**Q:** I need a rough idea of the NMR shieldings of CF4 that a given density functional will produce, before I run anything. Can that be done in my head?

**A:** To within about 8 ppm, and often better, if you know what the functional changes. A magnetic field makes the electrons circulate. The plain circulation around a nucleus opposes the field there and shields the nucleus; this is the diamagnetic term. The field also mixes occupied orbitals with empty ones, and in CF4 the resulting currents strengthen the field at the nuclei. This paramagnetic term takes away part of the shielding.

**Q:** Which of the two depends on the functional?

**A:** Mostly the paramagnetic one. Over all the functionals and Hartree–Fock (HF), the diamagnetic term of fluorine varies by only 3 ppm, the paramagnetic one by 57 ppm. For carbon the ranges are 6 and 45 ppm. The division into two terms depends on a convention for the magnetic gauge, but it is the same convention in every row.

Isotropic GIAO shieldings σ of CF4 from PySCF 2.14.0 with density fitting, for Hartree–Fock and various density functionals with the pcSseg-2 basis. All runs are non-relativistic, in the gas phase, at the PBE0-D3(BJ)/def2-SVP geometry. F1 stands for the mean of the four equivalent fluorines, C2 for the carbon.

```csv
functional,"exact exchange, long range (%)",σ F1 (ppm),σ C2 (ppm)
B97-D,0,240.4,45.4
BLYP,0,231.6,36.7
BP86,0,233.8,41.9
KT2,0,235.7,50.2
KT3,0,240.1,51.0
LDA,0,227.5,39.3
OPBE,0,242.0,52.1
PBE,0,232.8,41.8
B3LYP,20,242.9,45.5
mPW1PW91,25,247.6,51.5
HF,100,282.9,79.1
PBE0,25,247.2,52.1
```

Here σ F1 is the isotropic shielding of fluorine, averaged over the four equivalent atoms, and σ C2 is that of carbon. The exact-exchange column gives the percentage of HF exchange in each method.

**Q:** Why should exact exchange matter to a magnetic current?

**A:** Because it makes the mixing harder. Functionals without it put the empty orbitals too close in energy to the occupied ones, so the field mixes them easily. Exact exchange moves them apart. In CF4 the paramagnetic term then shrinks, and the shielding rises. That is the argument from theory.

The cleanest test is the step from PBE to PBE0, where a quarter of the exchange is replaced and nothing else. Fluorine rises by 14 ppm and carbon by 10 ppm. In both cases the weaker paramagnetic term accounts for the whole rise, and the diamagnetic term even falls slightly.

**Q:** Then I could predict the shielding from the gap between the highest occupied and the lowest empty orbital?

**A:** For CF4 only its direction, and only when exact exchange is what changes. From PBE to HF that gap doubles, yet the paramagnetic term of fluorine falls by only about a fifth. The field mixes many pairs of orbitals, not just the frontier pair. With exact exchange the induced currents also act back on the orbitals, so an orbital gap is no longer the plain cost of mixing. It is safer to take the slope from computed shieldings.

**Q:** What is the rule, then?

**A:** Start from a typical value without exact exchange and add a fixed amount for each per cent of it. With x for the percentage and all shieldings in ppm:

σ(F) ≈ 235 + x/2

σ(C) ≈ 45 + x/3

The starting values are rounded means of the eight functionals with no exact exchange. The slopes are rounded from the line between those means and HF. The three hybrids had no part in setting the constants, so they can test the rule.

**Q:** Let me try PBE0, with 25%. For fluorine I get 235 + 12.5 = 247.5, and for carbon 45 + 8.3 = 53.3.

**A:** The computed values are 247.2 and 52.1, so both estimates are good. Now take B3LYP, with 20%.

**Q:** Fluorine comes to 245 against 242.9, which is fine. Carbon comes to 51.7, but the table has 45.5. What went wrong?

**A:** The starting point. B3LYP is built largely on BLYP, and BLYP has the lowest carbon shielding in the table, 8 ppm below our typical value of 45. The hybrid inherits much of that. So start from the hybrid's own parent, the related functional without exact exchange, and go the stated share of the way to HF:

σ(hybrid) ≈ σ(parent) + (x/100) · [σ(HF) − σ(parent)]

For carbon in B3LYP this gives 36.7 + 0.20 × (79.1 − 36.7) = 45.2 ppm, close to the computed 45.5.

**Q:** Is the second rule always better?

**A:** For carbon it is better in all three hybrids: it misses by at most 1 ppm, where the quick rule misses by up to 6. For fluorine it is better only in B3LYP. It comes out 1 to 2 ppm too low in all three hybrids, and the quick rule is closer for PBE0 and mPW1PW91. PBE had to stand in as the parent of mPW1PW91, and BLYP is only approximately the parent of B3LYP. The second rule also costs you two known shieldings, the parent's and that of HF.

**Q:** How good is the quick rule over the whole table?

**A:** Its typical (root-mean-square) miss is 4 ppm for fluorine and 5 ppm for carbon, and the worst is about 8 ppm for either nucleus. But nine of the twelve rows helped to set the constants, so this is mostly a fit and not a test. Leave HF out, and a single average value for carbon would do almost as well as the rule. For fluorine the rule still helps: it reduces the typical miss from about 6.5 to 4 ppm.

**Q:** So something other than exact exchange matters just as much?

**A:** At the shares used in these hybrids, yes, though not over the whole way to HF. The functionals without any exact exchange already differ among themselves by about 15 ppm for each nucleus, as much as the step from PBE to PBE0 or more. OPBE even reaches the carbon shielding of PBE0. The frontier gap does not explain this scatter: OPBE and BP86 have practically the same gap, but their fluorine shieldings differ by 8 ppm. My guess is that the functionals place the particular C–F antibonding orbitals differently, which these numbers do not test.

**Q:** May I use the rule at 50% exact exchange?

**A:** With caution. It has been tested only at 20 and 25%, in hybrids whose share of exact exchange is the same at all distances between electrons. The far end of the line is HF, which also lacks electron correlation. The slope is therefore not a pure effect of exchange.

**Q:** And for methane?

**A:** Keep the reasoning, but not the constants. Carbon in methane has a much weaker paramagnetic term than in CF4, probably in part because it lacks the C–F antibonding orbitals. The choice of functional should therefore matter less there, and both the start and the slope must be found anew. In some molecules with multiple bonds even the sign of the slope can change, because the action of the currents back on the orbitals can outweigh the wider gap.

**Q:** Does a higher shielding mean a better functional?

**A:** No. The rule estimates what a method will give, not what a spectrometer would measure, and the calculations leave out relativity and molecular vibration. A measured chemical shift is a difference from a reference compound. Part of the disagreement between functionals may cancel in that difference, but one molecule cannot show how much.

**Q:** CF4 is used to etch silicon oxide in chip making. Does the trend say anything about that?

**A:** Nothing about etching itself. At most it helps to judge a computed NMR spectrum used to identify fluorocarbons. The output below lists both estimates for every row; the second rule is exact by construction except for the hybrids.

Output of the analysis:

```
mean F shielding of the rows without exact exchange, ppm: 235.5
mean C shielding of the rows without exact exchange, ppm: 44.8
F slope from that mean to HF, ppm per % exact exchange: 0.4741
C slope from that mean to HF, ppm per % exact exchange: 0.343
spread of F among rows without exact exchange, ppm: 14.5
spread of C among rows without exact exchange, ppm: 15.4
estimates and misses (estimate less value) in ppm; refined rule tests only the three hybrids:
       row  quick F  miss F  quick C   miss C  refined F  ref miss F  refined C  ref miss C
     B97-D      235    -5.4       45     -0.4      240.4           0       45.4           0
      BLYP      235     3.4       45      8.3      231.6           0       36.7           0
      BP86      235     1.2       45      3.1      233.8           0       41.9           0
       KT2      235    -0.7       45     -5.2      235.7           0       50.2           0
       KT3      235    -5.1       45       -6      240.1           0         51           0
       LDA      235     7.5       45      5.7      227.5           0       39.3           0
      OPBE      235      -7       45     -7.1        242           0       52.1           0
       PBE      235     2.2       45      3.2      232.8           0       41.8           0
     B3LYP      245     2.1    51.67    6.167      241.9       -1.04      45.18       -0.32
  mPW1PW91    247.5    -0.1    53.33    1.833      245.3      -2.275      51.12      -0.375
        HF      285     2.1    78.33  -0.7667      282.9           0       79.1           0
      PBE0    247.5     0.3    53.33    1.233      245.3      -1.875      51.12      -0.975
rms miss of quick rule for F, all rows, ppm: 3.955
rms miss of quick rule for C, all rows, ppm: 4.816
rms miss of quick rule for F without HF, ppm: 4.082
rms miss of quick rule for C without HF, ppm: 5.025
scatter of F about a constant without HF, ppm: 6.534
scatter of C about a constant without HF, ppm: 5.6
range of the diamagnetic term of F over all rows, ppm: 2.782
range of the paramagnetic term of F over all rows, ppm: 56.53
range of the diamagnetic term of C over all rows, ppm: 6.243
range of the paramagnetic term of C over all rows, ppm: 45.09
rise of F from PBE to PBE0, ppm: 14.4
rise of C from PBE to PBE0, ppm: 10.3
loss of paramagnetic term of F from PBE to PBE0, ppm: 15.13
loss of paramagnetic term of C from PBE to PBE0, ppm: 10.95
frontier gap of HF over that of PBE, ratio: 2.018
paramagnetic term of F in HF over that in PBE, ratio: 0.7805
gap of OPBE less gap of BP86, eV: 0.013
F shielding of OPBE less that of BP86, ppm: 8.2
```
